In the radical HOCH₂–SiH₂ the Laplacian of the electron density is negative at every bond critical point except those of the three silicon bonds. The silicon bonds differ because their density falls off more gently to the sides. Lengthwise, towards the nuclei, it curves upwards almost exactly as in the C–H bonds. From C–H to Si–H the Laplacian rises by 1.12 a.u., and 1.11 of this comes from the weaker sideways fall.

QTAIM bond critical points of the neutral doublet radical HOCH₂–SiH₂, calculated with PySCF 2.14.0 at the CAM-B3LYP/6-31+G(d) level as a gas-phase single point on a GFN2-xTB geometry. The energy density is the sum of the kinetic and potential parts.

```tsv
row	density (a.u.)	first atom	second atom	laplacian (a.u.)	ellipticity	energy density (a.u.)
1	0.352	1.000	4.000	-1.865	0.022	-0.530
2	0.278	2.000	5.000	-0.979	0.045	-0.280
3	0.270	2.000	6.000	-0.904	0.052	-0.263
4	0.254	1.000	2.000	-0.434	0.053	-0.363
5	0.121	3.000	8.000	0.183	0.086	-0.080
6	0.119	3.000	7.000	0.177	0.087	-0.079
7	0.115	2.000	3.000	0.232	0.111	-0.068
```

Atom 1 is oxygen, 2 carbon and 3 silicon; atom 4 is the hydrogen on oxygen, 5 and 6 are those on carbon, and 7 and 8 those on silicon. A bond critical point is the place between two bonded atoms where the density has no slope. Along the bond it is a minimum, so the lengthwise curvature is positive; across the bond it is a maximum, so both lateral curvatures are negative. The Laplacian is the sum of the three, and its sign tells only which side wins.

Splitting the sum with the curvatures from the same calculation gives a simple picture. The lengthwise part is about 0.5 a.u. in six of the seven bonds, while the lateral part varies fivefold among those six. This near-constancy is a finding for these bonds and not a law. Perhaps two changes offset each other in the silicon bonds: the density slopes less steeply, but less bonding charge fills the minimum. O–H is the exception, because its critical point lies only 0.20 Å from the proton, where the density curves strongly in every direction.

The lateral curvature can be understood from a single spherical atom. Let its density fall with slope g at distance r from the nucleus. A small sideways step h lengthens that distance by h²/2r, so the density drops by gh²/2r and the lateral curvature is −g/r. Close to a nucleus a sideways step quickly leads away from it; far out, the same step hardly changes the distance.

A bond can be modelled as two such atoms, at distances r₁ and r₂ from the critical point. Their slopes along the bond cancel there, so g is the same for both, and the two lateral directions together give −2g(1/r₁ + 1/r₂). If both densities decay exponentially, g is proportional to the density ρ. The size of the lateral sum is then kρ(1/r₁ + 1/r₂), where k is set by how fast the two atoms decay. A bond therefore has a weak lateral curvature if its density is low, if both nuclei are far away, or both.

Si–H meets both conditions. Its critical point is about as far from silicon as that of C–H is from carbon, roughly 0.7 Å. The difference lies on the other side, where the hydrogen nucleus is 0.74 Å away instead of 0.39 Å. This is the usual result of bonding hydrogen to a more electropositive atom: hydrogen draws density towards itself and claims a larger share of the bond. The density at the point is also less than half that of C–H. In Si–C the density is lower still and the carbon nucleus is 1.19 Å away, so the lateral part is the weakest of all and the Laplacian the most positive.

For the first Si–H bond in the table the estimate runs as follows, with 1 bohr = 0.529 Å and k = 2.55 per bohr:

1/r₁ + 1/r₂ = 0.529/0.719 + 0.529/0.737 = 1.45 per bohr

lateral sum = −2.55 × 1.45 × 0.121 = −0.45 a.u.

Adding the calculated lengthwise curvature of 0.53 gives a Laplacian of about +0.08. The sign is right, but the full calculation gives 0.183, because the model makes the lateral part 30% too strong.

The constant k was fitted to the lateral curvature per density of all seven bonds, this one included. The model's typical miss is about a third of that left by assuming the same value for every bond, so the distances matter as well as the density. It is too weak for O–H and too strong for the other six, by very little in C–H and most in Si–H. One k for all pairs of atoms is too crude, and real bonds are not sums of spheres. The printed output after this text gives the split and the misses bond by bond.

The low density of the silicon bonds has two sources of similar size. If spherical free atoms are placed at the positions of the nuclei, they already account for 0.08 of the 0.15 a.u. by which Si–H lies below C–H. The rest arises because bonding adds less density at the critical point of Si–H. Bond length alone would mislead: C–O is nearly as long as Si–H but has twice its density, and the free atoms already show that contrast. The two Si–H bonds themselves are too alike to be told apart, given a tight-binding geometry and a basis without polarisation functions on hydrogen.

C–O is the irregular row. Its density is close to that of C–H, yet its Laplacian is only about half as negative. In the model, the distances account for somewhat more than half of this: C–H has a proton 0.39 Å from the critical point, whereas the nearest nucleus in C–O is carbon, at 0.49 Å, and oxygen is almost twice as far away. The same density is therefore less sharply confined to the bond axis.

The energy density, the sum of a positive kinetic and a negative potential part, asks a different question. It is negative as soon as the potential part exceeds the kinetic part in size, whereas a negative Laplacian requires it to be more than twice as large. In the silicon bonds the ratio is 1.5 to 1.6, so a positive Laplacian and a negative energy density occur together. With Mayer bond orders of 0.8 to almost 1, these are polar covalent single bonds and not contacts between closed shells.

The two energy parts also show how C–O can have a more negative energy density than C–H but a less negative Laplacian. If a single orbital made up all the density at the critical point, its slope would vanish there, and the kinetic energy density with it. C–H comes near this limit. In C–O some orbitals do slope at the critical point, although the total density does not, so the kinetic part is about seven times larger. The potential part is about twice that of C–H, which is enough to make the energy density more negative; the Laplacian counts the kinetic part twice and so ends up less negative.

Bonds of these kinds occur in the organosilicon precursors of insulating films for electronic devices. There, too, a positive Laplacian at silicon is no sign of a weak bond, and the density at the critical point does not tell which bond breaks first.

Output of the analysis:

```
fit of perden on 7 rows: coefficient of inv 2.554 +/- 0.15; rms 0.73, worst 1 -1.29, leave-one-out rms 0.995
Curvatures (a.u.) and distances (angstrom):
  row  length  to first atom  to second atom  lateral sum  lengthwise  lateral per density  model miss %
    1   0.963         0.7621          0.2009       -3.446       1.581                9.789        -13.17
    2   1.091         0.7056          0.3854       -1.495      0.5157                5.377        0.8307
    3   1.101         0.7025          0.3985       -1.417      0.5133                5.249         1.243
    4   1.421         0.9358          0.4852      -0.9007      0.4667                3.546         19.27
    5   1.456         0.7188          0.7372      -0.3458      0.5288                2.858         29.91
    6   1.462         0.7236          0.7384      -0.3393      0.5163                2.852         29.66
    7    1.91          1.191          0.7193      -0.3018      0.5338                2.624         14.85
Density and energy parts (a.u.):
  row  free atoms  added by bonding  free-atom share %  kinetic energy density  potential to kinetic ratio
    1      0.2391            0.1129              67.92                 0.06375                       9.314
    2      0.1741            0.1039              62.63                 0.03525                       8.943
    3      0.1715           0.09854               63.5                   0.037                       8.108
    4      0.2399           0.01408              94.46                  0.2545                       2.426
    5     0.09166           0.02934              75.75                  0.1258                       1.636
    6      0.0904            0.0286              75.97                  0.1232                       1.641
    7     0.08818           0.02682              76.68                   0.126                        1.54
Rms miss of a constant lateral curvature per density (a.u.): 2.362
Laplacian, mean Si-H less mean C-H (a.u.): 1.121
Lateral part of that change (a.u.): 1.113
Lengthwise part of that change (a.u.): 0.008119
Laplacian, C-O less mean C-H (a.u.): 0.5075
Lateral part of that change (a.u.): 0.5553
Largest to smallest lateral sum without O-H (ratio): 4.953
Largest to smallest lengthwise curvature without O-H (ratio): 1.144
Density of C-O to mean Si-H (ratio): 2.117
Density, mean C-H less mean Si-H (a.u.): 0.154
Free-atom part of that gap (a.u.): 0.08176
```
